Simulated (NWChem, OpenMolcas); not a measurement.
**How methods differ on NH2 (SMILES [NH2])**

The species is NH2 (3 atoms), meant as a doublet with charge 0. As SMILES, `[NH2]`. The shape is that of a PBE0-D4/def2-TZVP optimisation.

```xyz
3

N     0.3371   -0.2000    0.1662
H     0.1308    0.8059    0.1594
H    -0.4678   -0.6059   -0.3256
```

Each level gives the dipole moment (D). The values are calculated.

```json
{"level": "UHF/def2-TZVPPD", "kind": "Hartree–Fock", "program": "OpenMolcas", "value (D)": "1.88", "CPU time": "3.9 s"}
{"level": "USVWN5/def2-TZVPPD", "kind": "LDA", "program": "OpenMolcas", "value (D)": "1.78", "CPU time": "9.3 s"}
{"level": "U-revPBE/def2-TZVPPD", "kind": "GGA", "program": "OpenMolcas", "value (D)": "1.70", "CPU time": "15 s"}
{"level": "UBLYP/def2-TZVPPD", "kind": "GGA", "program": "OpenMolcas", "value (D)": "1.71", "CPU time": "16 s"}
{"level": "UPBE/def2-TZVPPD", "kind": "GGA", "program": "OpenMolcas", "value (D)": "1.71", "CPU time": "15 s"}
{"level": "UTPSS/def2-TZVPPD", "kind": "meta-GGA", "program": "OpenMolcas", "value (D)": "1.72", "CPU time": "21 s"}
{"level": "UBHLYP/def2-TZVPPD", "kind": "global hybrid", "program": "OpenMolcas", "value (D)": "1.82", "CPU time": "17 s"}
{"level": "UM06-2X/def2-TZVPPD", "kind": "hybrid meta-GGA", "program": "NWChem", "value (D)": "1.79", "CPU time": "20 s"}
```

The values span 1.70 to 1.88 D. Magnitudes only. CPU times are rough (shared hosts, several kinds of processor): they show what a rung costs within a factor of a few.

All the methods describe NH2 as a clearly polar radical. Nitrogen is more electronegative than hydrogen, so the bent N–H framework carries a net dipole, reinforced by the in-plane lone pair. The unpaired electron occupies essentially a nitrogen p orbital perpendicular to the molecular plane, whose symmetric lobes give no dipole component along that axis.

The GGAs and the meta-GGA cluster tightly at 1.70 to 1.72 D, while Hartree–Fock gives the largest value. Going from BLYP to BHLYP raises the dipole from 1.71 to 1.82 D, probably because exact exchange holds more charge on nitrogen. The exchange fraction alone does not order the set, however: LDA, with none, gives 1.78 D, almost the same as M06-2X. With one common geometry, the spread reflects differences in electron density rather than in bond length or angle. The close agreement among the GGAs shows a shared description, not accuracy, and without a correlated wavefunction reference the dipoles cannot rank the functionals.
